Percolation level in a Gaussian potential and the activation energy of conduction: solution key

Premises and conventions

P1. The local conduction-band edge is Ec(r) = Ec0 + V(r). Energies are counted from the mean edge, Ec0 = 0. V is a smooth, homogeneous, isotropic Gaussian random field with ⟨V⟩ = 0, ⟨V²⟩ = σ² and a finite correlation length a. V and −V are then statistically equivalent.
P2. Motion is classical: an electron of energy E enters only regions where V(r) < E.
P3. The mean free path is short against the scale on which V varies, so a local conductivity exists, g(r) = e μ0 n(r), with n(r) = Nc F½((EF − V)/kT). F½ is the Fermi integral normalised so that F½(η) → exp(η) for η → −∞, Nc = 2(2π m* kT/h²)^(3/2), and μ0 is a mobility independent of position and temperature.
P4. V does not depend on the carrier density, and EF is uniform relative to Ec0.
Notation: s = σ/kT, g0 = e μ0 Nc, gm = g0 exp(EF/kT), D is the dimension, geff the macroscopic conductivity, and Ea = −d ln geff/d(1/kT) the Arrhenius slope.

Part (a). Allowed volume fraction

For a field with finite a the volume average equals the ensemble average, so the fraction of volume open to energy E is the probability that V < E:

θ(E) = ∫ from −∞ to E of (2πσ²)^(−1/2) exp(−V²/2σ²) dV.

Put t = −V/(√2 σ). The limits become t = ∞ and t = −E/(√2 σ), and dV = −√2 σ dt, so θ = π^(−1/2) ∫ exp(−t²) dt from −E/(√2 σ) to ∞, that is

θ(E) = (1/2) erfc(−E/(√2 σ)).   (1)

θ rises monotonically, θ(0) = 1/2 and θ(−E) = 1 − θ(E). The allowed sets are nested, so there is a lowest energy Vp above which one of them spans an infinite sample. This is the percolation level, and θc = θ(Vp).

Part (b). Two dimensions

Consider a square of side L and E = 0. Let A be the event that the allowed set V < 0 joins the left and right sides, and B the event that the forbidden set V > 0 joins top and bottom.
Step 1. In a plane the two paths would have to cross, and no point has both signs, so A and B exclude each other.
Step 2. If A fails, the boundary of the allowed region attached to the left side runs from top to bottom, and forbidden area lies along it, so B holds. A saddle exactly at V = 0 has probability zero. Hence P(A) + P(B) = 1.
Step 3. The map V → −V combined with a rotation by 90° turns A into B and leaves the ensemble unchanged, so P(A) = P(B) = 1/2 for every L.
Step 4. For a sharp transition, which is assumed for short-range correlations, the crossing probability tends to 1 above Vp and to 0 below it as L → ∞. A value that stays at 1/2 is possible only at the threshold:

Vp = 0, θc = 1/2   (D = 2).   (2)

Part (c). Three dimensions

Step 1 fails, since two paths can pass each other in space. A plane section of the field is a field of the kind treated in (b), so the allowed set spans the sample for every E > 0, and Vp ≤ 0. By sign symmetry the forbidden set spans for E < −Vp, and between Vp and −Vp both sets span. Symmetry does not fix θc, which depends somewhat on the correlation function and comes from simulation; typical values are 0.16 to 0.17. Inverting (1):

θc = 0.16 gives Vp = −0.994 σ; θc = 0.17 gives Vp = −0.954 σ.   (3)

The sensitivity is dVp/dθc = √(2π) σ exp(Vp²/2σ²) = 4.1 σ at θc = 0.16, so a change of 0.01 in θc moves Vp by 0.04 σ. The result is Vp ≈ −σ to within about 5 per cent; −0.994 σ is carried through the arithmetic.

Part (d). The exponent of the conductivity

For a mean field E0, geff E0² is the minimum of ⟨g |e|²⟩ over curl-free fields e(r) with ⟨e⟩ = E0. Raising g anywhere therefore cannot lower geff. By P3, g is a decreasing function g(V). Assume Vp − EF ≫ kT, so that g(E) = g0 exp(−(E − EF)/kT) for E near Vp; wells deeper than EF may be degenerate.

Lower bound. Choose E1 > Vp. Replace g by g(E1) where V < E1 and by zero elsewhere, which lowers g everywhere. Then geff ≥ g(E1) P(E1), where P is the conductivity of a unit conductor filling the allowed set. P > 0 because that set spans, and P is purely geometric.
Upper bound. Choose E2 < Vp. Replace g by infinity where V < E2 and by g(E2) elsewhere. Then geff ≤ g(E2) Q(E2), where Q belongs to finite, perfectly conducting islands in a unit conductor. Q is geometric and finite: a narrow gap of width w between two smooth islands conducts as ln(1/w) in 3D and as w^(−1/2) in 2D, and both are integrable over w. Taking logarithms,

−E1 + kT ln P ≤ kT ln(geff/g0) − EF ≤ −E2 + kT ln Q.

Let T → 0 at fixed E1 and E2, then let both tend to Vp:

geff = g0 A(s) exp(−ε/kT), ε = Vp − EF, kT ln A → 0.   (4)

Localised trap states carry no current in this model and enter (4) only through EF.

Part (e). The prefactor

Two dimensions, exact for Boltzmann statistics, g = gm exp(−u) with u = V/kT (Keller–Dykhne duality). The fields obey div j = 0, curl e = 0, j = g e. With R the rotation by 90°, define e′ = R j/gm and j′ = gm R e. In a plane R exchanges divergence and curl, so curl e′ = 0 and div j′ = 0, and j′ = gm R j/g = (gm²/g) e′. The new conductivity gm exp(+u) is statistically the same medium by P1, so ⟨j′⟩ = geff ⟨e′⟩. Inserting ⟨j⟩ = geff E0 gives gm R E0 = (geff²/gm) R E0, hence

geff = gm = g0 exp(EF/kT)   (D = 2, any s).   (5)

This is (4) with Vp = 0 and A = 1.

Three dimensions, s ≫ 1, scaling estimate. Near a saddle of height Vs take V = Vs + σ(−x² + y² + z²)/2a², so that g = g(Vs) exp((x² − y² − z²)/2ℓ²) with ℓ = a s^(−1/2). A potential φ(x) with exp(x²/2ℓ²) dφ/dx constant solves div(g grad φ) = 0. The transverse integral gives the area 2πℓ², the longitudinal one the length √(2π) ℓ, so the conductance is G = √(2π) ℓ g(Vs). The current uses saddles up to about kT above Vp, since higher ones cost further factors of e. The spanning set at that level has a mesh size Lm ~ a s^ν, with the correlation-length exponent ν typically 0.88 in 3D. A mesh link holds of order σ/kT singly connected necks with heights spread over about σ, so of order one lies within kT of the top and sets the resistance. Then geff ~ G/Lm and

A ≈ C s^(−p), p = ν + 1/2 ≈ 1.38,   (6)

with a constant C that the argument leaves open. In 2D the same steps give G = g(Vs) and geff ~ G, so p = 0, as (5) requires.

Weak disorder, s < 1. Dividing div(g grad φ) = 0 by g gives ∇²φ = ∇u·∇φ. With φ = −E0·r + φ1 + ..., first order is ∇²φ1 = −E0·∇u, so φ1(k) = i (k·E0) u(k)/k² and e1(k) = −i k φ1(k) = k (k·E0) u(k)/k². The isotropic average of kx²/k² is 1/D, so ⟨u e1⟩ = s² E0/D. The corrections to e have zero mean, and ⟨j⟩ = gm ⟨(1 − u + u²/2)(E0 + e1 + ...)⟩ yields

geff = gm [1 + s²(1/2 − 1/D) + O(s⁴)].   (7)

For D = 2 this reproduces (5), for D = 1 the harmonic mean gm exp(−s²/2), and for D = 3 it is gm(1 + s²/6). The trial field e = E0 gives a strict ceiling, geff ≤ ⟨g⟩ ≤ gm exp(s²/2), where the last step is an equality for Boltzmann statistics. The estimate (4) with A = 1 is gm exp(0.994 s) and breaks the ceiling for s < 2.0.

Part (f). The Arrhenius slope

Since geff is a minimum over e, its derivative with respect to a parameter acts only on g. For Boltzmann statistics −d ln(geff/gm)/d(1/kT) = ⟨V g|e|²⟩/⟨g|e|²⟩ ≡ Vd, the mean of V weighted by the Joule heat. Eqs. (4) and (6) give Vd = Vp + p kT; eq. (7) gives Vd = −σ²/(3kT) in 3D. The latter would pass −0.994 σ at s = 3.0, so the percolation form applies only well above that.

Differentiating (4) with Nc ∝ T^(3/2) and (6):

Ea = ε − T dε/dT + (3/2 + p) kT.   (8)

Case 1, EF independent of T, as when a dense trap distribution or a frozen degenerate tail holds it: Ea = Vp − EF + (3/2 + p) kT, which tends to Vp − EF.
Case 2, mean free density n fixed and nondegenerate. Completing the square, −V/kT − V²/2σ² = −(V + σ²/kT)²/2σ² + s²/2, so

n = Nc exp(EF/kT + s²/2),   (9)

with the carriers centred at V = −σ²/kT; (9) requires EF well below that level. Eliminating EF, geff = e μ0 n A exp(−Vp/kT − s²/2) and Ea = Vp + σ²/kT + p kT. The exponent is still ε/kT, but the Arrhenius plot is curved and its slope is not ε. A gate fixes the sum of free and trapped charge, so case 2 describes a trap-free channel and case 1 a trap-dominated one.

Part (g). Electron and hole levels

An electrostatic V shifts both edges, Ev(r) = −Eg + V(r). A hole at electron energy E is allowed where E < Ev(r), that is V > E + Eg. This set is statistically the set V < −(E + Eg), which spans when −(E + Eg) > Vp. The hole level is −Eg − Vp, and the two activation energies add to

(Vp − EF) + (EF + Eg + Vp) = Eg − 2|Vp|.   (10)

In 3D the levels approach by 1.99 σ (θc = 0.16) or 1.91 σ (θc = 0.17); in 2D they do not approach at all. The gap at each point remains Eg. If the edges fluctuate for chemical reasons with separate widths σc and σv and the same θc, each level follows from its own field, and 2σ is replaced by σc + σv whatever their mutual correlation. The narrowing in the mass-action law is another quantity: (9) and its analogue for holes give np = Nc Nv exp(−Eg/kT + s²), a narrowing of σ²/kT.

Part (h). Range of validity

1. Exponent: Vp − EF ≫ kT. For EF above Vp the activation vanishes.
2. Percolation regime: p kT ≪ |Vp|, or s ≫ p.
3. Classical saddles. With ω = (σ/m* a²)^(1/2) and x = ħω/2kT, thermal passage over a parabolic barrier gains the factor x/sin x by tunnelling, and each of the two transverse modes loses x/sinh x, the ratio of quantum to classical partition function. The product f = x³/(sin x sinh² x), derived for ballistic passage, serves as an estimate. It diverges at T0 = ħω/2πk, below which tunnelling and hopping take over.
4. Local conduction: mean free path < ℓ.
5. No screening: n e² a²/(3 εr ε0), the energy at the surface of a uniformly charged sphere of radius a, must be small against σ.
6. Dimension. A layer of thickness d ≪ a obeys (2) and (5), with Ec0 read as the mean lowest subband edge and Nc ∝ T, so Ea = −EF + kT in case 1. For d > a the layer stops spanning when Lm reaches d, so Vp rises above (3) by about σ (a/d)^(1/ν), up to a constant.
7. Band bending across the layer, about n e² d²/(2 εr ε0) for uniform n, must be small against σ.
8. Gaussian statistics are needed near Vp for (3) and (4), and out to −σ²/kT for (9).

Part (i). Illustration: amorphous In-Ga-Zn oxide channel near threshold

Typical inputs: m* = 0.3 me, εr = 10, Eg = 3.2 eV. Assumed inputs: σ = 50 meV, a = 5 nm, d = 20 nm, θc = 0.16, EF = −150 meV held fixed (case 1), μ0 = 30 cm²/V s. All results are the model's.

Levels. Vp = −50 meV and ε = 100 meV in 3D; Vp = 0 and ε = 150 meV in 2D. Only θ(EF) = 1.3×10⁻³ of the volume lies below EF. For equal widths the approach (10) is 99 meV, or 3.1 per cent of Eg. It is formal here, since holes in this oxide are typically trapped in deep valence-band tail states.

T = 100 K. kT = 8.62 meV, s = 5.80, Nc = 7.94×10¹⁷ cm⁻³, g0 = 3.81 S/cm, ε/kT = 11.6. Then g(Vp) = 3×10⁻⁵ S/cm, which is 3.2×10² times gm, and s^(−p) = 0.09; with C open, geff is known only to about an order of magnitude. In (8), (3/2) kT = 13 meV and p kT = 12 meV, the latter being 0.24 of |Vp|. As the p term is only a leading estimate at this s, Ea is quoted without and with it: 0.11 to 0.13 eV, against 0.16 eV for the 2D layer. Eq. (9) fails, because −σ²/kT = −290 meV lies below EF; the Gaussian average of Nc F½ gives n = 4.0×10¹⁵ cm⁻³.
Conditions at 100 K. ħω = 23 meV, T0 = 42 K, x = 1.31, f = 0.79, and kT d ln f/d ln T adds 3 meV to Ea. With τ = μ0 m*/e = 5.1 fs and v = (3kT/m*)^(1/2), the mean free path is 0.63 nm against ℓ = 2.1 nm. Since ħ/τ = 0.13 eV exceeds kT, μ0 is a phenomenological parameter and the parabolic local density of states an idealisation. The free charge bends the band by less than 2 meV; trapped charge adds to this. The thickness shift is about 0.21 σ = 10 meV upward, as large as p kT, so the channel lies between the 3D and 2D values, nearer the former.

T = 300 K. kT = 25.85 meV, s = 1.93, Nc = 4.12×10¹⁸ cm⁻³, g0 = 19.8 S/cm, gm = 0.060 S/cm. Eq. (9) gives 8.1×10¹⁶ cm⁻³, and the average with F½ is 0.89 of it, n = 7.2×10¹⁶ cm⁻³. The ceiling on geff/gm is 6.5 (5.8 with F½), while the bare percolation factor is 6.8, so (4) with A = 1 is excluded. Two forms that agree with (7) at order s² are 1 + s²/6 = 1.62 and exp(s²/6) = 1.87; at this s neither is controlled, and their spread is a rough guide to the neglected orders. They give geff = 0.097 and 0.11 S/cm, Vd = −20 and −32 meV, and with (3/2) kT = 39 meV the slopes Ea = −EF + Vd + (3/2) kT = 0.17 and 0.16 eV. Fermi saturation in the wells is ignored in geff: from F½ ≈ exp(η) − 2^(−3/2) exp(2η) it lowers the geometric mean of g by about 2^(−3/2) exp(EF/kT + s²/2) = 0.7 per cent.
Conditions at 300 K. At V = −σ²/kT = −97 meV the Boltzmann density is 5.2×10¹⁷ cm⁻³ and the screening energy 8 meV, which trims the wells. The band bending is 26 meV, as large as Vd, so the numbers describe the part of the film next to the gate dielectric. At an assumed on-state density of 10¹⁹ cm⁻³ the screening energy is 0.15 eV, above σ, and P4 fails.

The model's drift mobility geff/(e n) at 300 K is 8.4 to 9.6 cm²/V s. μ0 was chosen so that this lands near the typical 10 cm²/V s of such channels, so it tests nothing, and the field-effect mobility near threshold is lower by the ratio of free to total induced charge. For σ = 50 meV and a = 5 nm, activation to Vp ≈ −σ governs the model only between about 42 K and 100 K, with ε = 100 meV and a slope of 0.11 to 0.13 eV at 100 K; at room temperature the heat-weighted level Vd is only 0.4 σ to 0.6 σ below the mean edge.